# Worked problem: reading the Berry curvature of a transmon from a detuning ramp

## Problem

A flux-tunable transmon with levels $|g\rangle,|e\rangle$ and transition frequency $\omega_q(t)$ is driven by $\hbar\Omega\cos(\omega_d t+\varphi)\,\sigma_x$. We order the basis as $(e,g)$, so $\sigma_z=|e\rangle\langle e|-|g\rangle\langle g|$. In the frame rotating at $\omega_d$, with counter-rotating terms dropped,

$$H(\Delta,\varphi)=\frac{\hbar}{2}\left[\Delta\,\sigma_z+\Omega\cos\varphi\,\sigma_x+\Omega\sin\varphi\,\sigma_y\right],\qquad \Delta=\omega_q-\omega_d .$$

All data are assumed values of typical size, so every result below is the model's.

| quantity | assumed value |
|---|---|
| drive frequency $\omega_d/2\pi$ | 5.0 GHz |
| Rabi frequency $\Omega/2\pi$, fixed | 10 MHz |
| drive phase $\varphi$, fixed | 0 |
| detuning $\Delta/2\pi$, linear in time | from $+40$ MHz to $-40$ MHz in 2.0 µs |
| anharmonicity $\alpha/2\pi$ | $-200$ MHz |
| $T_1$ and $T_2$, exponential decay | 50 µs each |

The ramp starts abruptly, with the qubit in the lower eigenstate $|0\rangle$ of $H$.

1. Find the Berry curvature $F_{\varphi\Delta}$ of $|0\rangle$.
2. Find the force conjugate to $\varphi$ and the signal $\langle\sigma_y\rangle$ at $|\Delta|/2\pi=40, 20, 10, 0$ MHz.
3. Show that the velocity-linear force does no work.
4. Integrate the signal over the ramp.
5. Give the size of what has been neglected at resonance.

## Why the formula holds

Let $H(\lambda)$ have a non-degenerate eigenstate $|0\rangle$ with energy $E_0$, and write $\partial_\mu=\partial/\partial\lambda_\mu$, with repeated indices summed. Expand the state as $|\psi\rangle=e^{i\eta}\big(|0\rangle+\sum_{n\neq0}c_n|n\rangle\big)$ with small $c_n$ and a real phase $\eta(t)$. Projecting the Schrödinger equation on $|n\rangle$ and dropping products of $\dot\lambda$ with $c_n$ gives

$$i\hbar\,\dot c_n=(E_n-E_0)\,c_n-i\hbar\,\dot\lambda_\nu\langle n|\partial_\nu0\rangle .$$

The slowly varying solution has $\dot c_n$ of second order in the rate, so

$$c_n=i\hbar\,\dot\lambda_\nu\,\frac{\langle n|\partial_\nu 0\rangle}{E_n-E_0}.$$

A free oscillation at $(E_n-E_0)/\hbar$ may be added to it; its amplitude depends on how the ramp starts. Differentiating $H|0\rangle=E_0|0\rangle$ gives $\langle0|\partial_\mu H|0\rangle=\partial_\mu E_0$ and $\langle 0|\partial_\mu H|n\rangle=-(E_n-E_0)\langle\partial_\mu0|n\rangle$. The energy denominators cancel in the expectation value:

$$\langle\partial_\mu H\rangle=\partial_\mu E_0-i\hbar\,\dot\lambda_\nu\sum_{n\neq0}\Big[\langle\partial_\mu0|n\rangle\langle n|\partial_\nu0\rangle-\langle\partial_\nu0|n\rangle\langle n|\partial_\mu0\rangle\Big].$$

The term $n=0$ may be included, since $\langle0|\partial_\nu0\rangle$ is imaginary and the bracket then vanishes. Completeness gives the generalised force

$$f_\mu\equiv-\langle\partial_\mu H\rangle=-\partial_\mu E_0+\hbar\,F_{\mu\nu}\dot\lambda_\nu,\qquad F_{\mu\nu}=i\big(\langle\partial_\mu0|\partial_\nu0\rangle-\langle\partial_\nu0|\partial_\mu0\rangle\big).$$

Equivalently $F_{\mu\nu}=\partial_\mu A_\nu-\partial_\nu A_\mu$ with $A_\nu=i\langle0|\partial_\nu0\rangle$. Nothing required $|0\rangle$ to be the lowest level. Gritsev and Polkovnikov (2012) proposed this response as a way to measure curvature, and Schroer and co-workers (2014) applied it to a transmon.

## Solution

### 1. Curvature

Set $\omega=\sqrt{\Delta^2+\Omega^2}$, $\cos\theta=\Delta/\omega$, $\sin\theta=\Omega/\omega$. The lower eigenstate and its energy are

$$|0\rangle=-e^{-i\varphi}\sin\tfrac{\theta}{2}\,|e\rangle+\cos\tfrac{\theta}{2}\,|g\rangle,\qquad E_0=-\tfrac12\hbar\omega .$$

Then $A_\theta=0$ and $A_\varphi=\sin^2(\theta/2)$, so $F_{\theta\varphi}=\tfrac12\sin\theta=-F_{\varphi\theta}$. At fixed $\Omega$, $d\theta/d\Delta=-\Omega/\omega^2$, hence

$$F_{\varphi\Delta}=F_{\varphi\theta}\,\frac{d\theta}{d\Delta}=\frac{\Omega^2}{2\,\omega^3}.$$

It has the unit of seconds, since $\Delta$ is in s$^{-1}$ and $\varphi$ is an angle. With $\Omega=6.283\times10^{7}$ s$^{-1}$ the peak at $\Delta=0$ is $1/(2\Omega)=7.96$ ns.

### 2. Force and signal

$E_0$ does not depend on $\varphi$, so the whole force $f_\varphi$ is the curvature term. At $\varphi=0$, $\partial_\varphi H=\tfrac12\hbar\Omega\,\sigma_y$. With $v=\dot\Delta$,

$$f_\varphi=-\tfrac12\hbar\Omega\langle\sigma_y\rangle=\hbar F_{\varphi\Delta}\,v\quad\Longrightarrow\quad \langle\sigma_y\rangle=s_1=-\frac{\Omega v}{\omega^3}=\frac{\dot\theta}{\omega}.$$

The phase is never moved. Its conjugate force is read by tomography of the quadrature orthogonal to the drive, in which the static state has no component.

The rate is $v=-2\pi\times40\ \text{MHz/µs}=-2.513\times10^{14}$ s$^{-2}$, and the small parameter is $\varepsilon=|v|/\Omega^2=0.0637$. The conversion from signal to force is $\hbar\Omega/2=3.313\times10^{-27}$ J. At resonance

$$f_\varphi=\hbar\times(7.96\times10^{-9}\ \text{s})\times(-2.513\times10^{14}\ \text{s}^{-2})=-2.11\times10^{-28}\ \text{J per radian}.$$

All columns are even in $\Delta$. The last column is derived in part 5.

| $\lvert\Delta\rvert/2\pi$ (MHz) | $\omega/2\pi$ (MHz) | $F_{\varphi\Delta}$ (ns) | $s_1$ | $f_\varphi$ ($10^{-28}$ J) | $s_3/s_1$ (%) |
|---|---|---|---|---|---|
| 40 | 41.23 | 0.114 | 0.000908 | $-0.0301$ | $-0.02$ |
| 20 | 22.36 | 0.712 | 0.00569 | $-0.189$ | $-0.19$ |
| 10 | 14.14 | 2.81 | 0.0225 | $-0.746$ | $-0.63$ |
| 0 | 10.00 | 7.96 | 0.0637 | $-2.11$ | $+1.01$ |

An exact identity confirms sign and factor. Let $N=|e\rangle\langle e|$. Since $H(\varphi)=e^{-i\varphi N}H(0)e^{i\varphi N}$, we have $\partial_\varphi H=-i[N,H]$, and the Heisenberg equation gives

$$f_\varphi=-\hbar\,\frac{d\langle N\rangle}{dt}$$

at any ramp speed. To first order $\langle N\rangle$ takes its static value $\sin^2(\theta/2)=\tfrac12(1-\Delta/\omega)$, whose derivative with respect to $\Delta$ is $-\Omega^2/2\omega^3=-F_{\varphi\Delta}$. The force is therefore $-\hbar$ times the rate at which the drive excites the qubit, $2.00\times10^{6}$ s$^{-1}$ at resonance.

### 3. Work

For unitary evolution $d\langle H\rangle/dt=\langle\partial_\mu H\rangle\dot\lambda_\mu$, so

$$\frac{d\langle H\rangle}{dt}=\frac{dE_0}{dt}-\hbar\,\dot\lambda_\mu F_{\mu\nu}\dot\lambda_\nu=\frac{dE_0}{dt},$$

because $F$ is antisymmetric. In this ramp the reason is visible term by term: $f_\varphi$ multiplies $\dot\varphi=0$, and the force along the motion, $f_\Delta=-\tfrac12\hbar\langle\sigma_z\rangle$, has no linear term since $F_{\Delta\Delta}=0$. If the phase were ramped too, the drive frequency would become $\omega_d+\dot\varphi$ and the effective detuning $\Delta-\dot\varphi$. This changes $f_\Delta$ by $+\hbar\,\dot\varphi\,\partial_\Delta\langle N\rangle=\hbar F_{\Delta\varphi}\dot\varphi$, and the two powers $\hbar F_{\varphi\Delta}v\dot\varphi$ and $\hbar F_{\Delta\varphi}\dot\varphi v$ cancel.

Energy above $E_0$ first appears at second order. The upper state holds the population $|c_1|^2=s_1^2/4=1.01\times10^{-3}$ at resonance, which is the energy $\hbar\Omega\,\varepsilon^2/4=6.7\times10^{-30}$ J. It follows $s_1^2$ and falls again as the gap opens.

The statement concerns the rotating-frame Hamiltonian. In the laboratory frame the microwave line does deliver the power $\hbar\omega_d\,d\langle N\rangle/dt=6.6\times10^{-18}$ W at resonance. This is the part $\hbar\omega_d N$ of the qubit energy that the change of frame removed.

### 4. Integrated signal

$H$ depends on $\varphi$ only through a rotation, so $F_{\varphi\Delta}$ is independent of $\varphi$ and one ramp gives the flux through the cylinder $0\le\varphi<2\pi$, $|\Delta|\le\Delta_m$:

$$\frac{1}{2\pi}\int_0^{2\pi}\!d\varphi\int_{-\Delta_m}^{\Delta_m}\!F_{\varphi\Delta}\,d\Delta=\frac{\Omega}{2}\int s_1\,dt=\frac{\Delta_m}{\sqrt{\Delta_m^2+\Omega^2}}=\frac{4}{\sqrt{17}}=0.970 .$$

This equals the rise of $\langle N\rangle$ from 0.015 to 0.985. The cylinder is open, so the number is not quantised. For $\Delta_m\to\infty$ it catches all the flux from the degeneracy at $\Delta=\Omega=0$ and tends to the Chern number $+1$ of the lower state, with the normal pointing outwards.

### 5. Neglected terms

**Higher orders in the rate.** The Bloch vector $\mathbf S=\langle\boldsymbol\sigma\rangle$ obeys $\dot{\mathbf S}=\omega\,\mathbf n\times\mathbf S$ with $\mathbf n=(\sin\theta,0,\cos\theta)$. Write $\mathbf S=a\,\mathbf e_\theta+s\,\mathbf e_y+b\,\mathbf n$ with $\mathbf e_\theta=(\cos\theta,0,-\sin\theta)$. Then

$$\dot a+b\,\dot\theta=-\omega s,\qquad \dot s=\omega a,\qquad \dot b=a\,\dot\theta .$$

Starting from $b=-1$, the orders follow in turn: $s_1=\dot\theta/\omega$, then $a_2=\dot s_1/\omega$ and $b_2=s_1^2/2$, then $\omega s_3=-\dot a_2-b_2\dot\theta$. There is no second-order term in $s$. For constant $v$,

$$\frac{s_3}{s_1}=\frac{v^2}{\omega^6}\left(\tfrac52\,\Omega^2-15\,\Delta^2\right),$$

which is $\tfrac52\varepsilon^2=1.01$ % at resonance.

**Exact value and the exponentially small part.** For a ramp $\Delta=-|v|t$ extended to $t\to-\infty$, eliminate the amplitude $c_g$ and use $\tau=\Omega t$:

$$\frac{d^2c_e}{d\tau^2}+\left[\frac{1+\varepsilon^2\tau^2}{4}-\frac{i\varepsilon}{2}\right]c_e=0 .$$

This is Weber's equation. The solution that vanishes for $\tau\to-\infty$ is the parabolic cylinder function $D_\nu(-\sqrt\varepsilon\,e^{i\pi/4}\tau)$ with $\nu=-1-i/4\varepsilon$. At $\tau=0$ the Schrödinger equation gives $c_g=2i\,dc_e/d\tau$, and $D_\nu'(0)/D_\nu(0)=-\sqrt2\,\Gamma\big(\tfrac{1-\nu}{2}\big)/\Gamma\big(-\tfrac{\nu}{2}\big)$. Therefore

$$r=\frac{c_g}{c_e}=2i\sqrt{2\varepsilon}\,e^{i\pi/4}\,\frac{\Gamma(1+i/8\varepsilon)}{\Gamma(\tfrac12+i/8\varepsilon)},\qquad \langle\sigma_y\rangle=\frac{2\,\mathrm{Im}\,r}{1+|r|^2}=0.0644 .$$

The exact signal lies 1.1 % above the first-order 0.0637. The moduli of the gamma functions give $|r|^2=\coth(\pi/8\varepsilon)$, so $\langle\sigma_z\rangle=-e^{-\pi/4\varepsilon}=-4.4\times10^{-6}$ at resonance. Every order of the power series gives zero for this quantity. Its square is the Landau–Zener probability of a lasting transition, $e^{-\pi/2\varepsilon}=e^{-24.67}=1.9\times10^{-11}$. The curvature signal is thus a reversible admixture, linear in the rate, and must not be confused with the transition probability, which is smaller than any power of the rate.

**Abrupt start.** At the start the state has $s=0$ while the smooth solution needs $s_1=0.000908$. The mismatch precesses about $\mathbf n$ with constant amplitude to leading order. It puts a ripple of $17^{-3/2}=1.4$ % on the peak and leaves a population $s_1^2/4=2.1\times10^{-7}$ in the upper state, far above the Landau–Zener value. Near the ends of the ramp the ripple is as large as the signal. Letting $\dot\Delta$ rise smoothly from zero suppresses it.

**Decay.** Add the Bloch damping $\mathbf D=\big(-S_x/T_2,\,-S_y/T_2,\,-(S_z+1)/T_1\big)$ and evaluate it at $\mathbf S=-\mathbf n$. Its component along $\mathbf e_\theta$ enters the first equation and shifts $s$ by $D_\theta/\omega$. At resonance this is $+1/(\Omega T_1)=3.2\times10^{-4}$, or $+0.50$ % of the peak: the drive replaces the excitation that is lost. This offset does not depend on $v$. The component along $\mathbf n$ shortens the vector. With $x=\Delta/\Omega$, $dt=(\Omega/|v|)\,|dx|$ and $\Omega/|v|=0.25$ µs, the loss up to resonance is

$$\frac{\Omega}{|v|}\int_0^4\left[\frac{\sin^2\theta}{T_2}-\frac{\cos\theta\,(1-\cos\theta)}{T_1}\right]dx=0.25\ \text{µs}\times\frac{1.326-0.449}{50\ \text{µs}}=0.44\ \%,$$

and $s_1$ shrinks by the same fraction.

**Third level.** In the rotating frame, with $|g\rangle$ at zero, $|e\rangle$ lies at $\hbar\Delta$ and $|f\rangle$ at $\hbar(2\Delta+\alpha)$, coupled to $|e\rangle$ by $\sqrt2\,\hbar\Omega/2$ in the weakly anharmonic limit. The followed state is no longer the lowest, which the formula allows. The two-photon $g$–$f$ resonance at $\Delta/2\pi=+100$ MHz and the $e$–$f$ resonance at $+200$ MHz lie outside the ramp. Near resonance $|e\rangle$ is pushed up by $\Omega^2/2|\alpha|=2\pi\times0.25$ MHz, which moves the peak to a negative detuning of about that size. With $N=|e\rangle\langle e|+2|f\rangle\langle f|$ one still has $A_\varphi=\langle N\rangle$, and now $\partial_\Delta E=\hbar\langle N\rangle$, so $F_{\varphi\Delta}=-\hbar^{-1}\partial^2E/\partial\Delta^2$. Diagonalising the $3\times3$ matrix gives 1.002 times the two-level value at $\Delta=0$. Tomography of the $g$–$e$ pair misses the $e$–$f$ coherence in $\partial_\varphi H$, a relative part of order $\Omega^2/2\alpha^2=1.25\times10^{-3}$.

**Counter-rotating terms.** The Bloch–Siegert shift is of order $\Omega^2/4\omega_d=2\pi\times5$ kHz and plays no role.

The model's peak signal is therefore $\langle\sigma_y\rangle\approx0.064$, and a curvature extracted from it by $F_{\varphi\Delta}=\Omega\langle\sigma_y\rangle/2|v|$ is good to one or two per cent. The third-order term falls as $v^2$, the relative ripple is independent of $v$, and the relative decay terms grow as $1/|v|$, so a much slower ramp trades one limit for another.

## The same ramp in a silicon spin qubit

An electron spin in a Si/SiGe quantum dot under resonant drive has the same $H$, with $|e\rangle$ the upper Zeeman level and valley states ignored. For an assumed $\Omega/2\pi=1.0$ MHz the same $\varepsilon$ needs a rate 100 times smaller, so a sweep between $\pm4$ MHz takes 20 µs. The peak signal $s_1=0.0637$ is unchanged, the curvature is 79.6 ns and the force is $-2.11\times10^{-29}$ J. The leading disturbance is different. Take a typical $T_2^*$ of about 1 µs for natural silicon, defined by a decay $e^{-(t/T_2^*)^2}$, and model it by a static Gaussian offset of $\Delta$ from shot to shot. Its width is $\sigma_\Delta=\sqrt2/T_2^*$, so $\sigma_\Delta/\Omega=0.225$. Averaging $(1+x^2)^{-3/2}$ over this Gaussian lowers the peak by the factor 0.935. The offset broadens the curve of $s_1$ without changing its area over a wide sweep, so in this model the integrated flux is far less affected than the peak.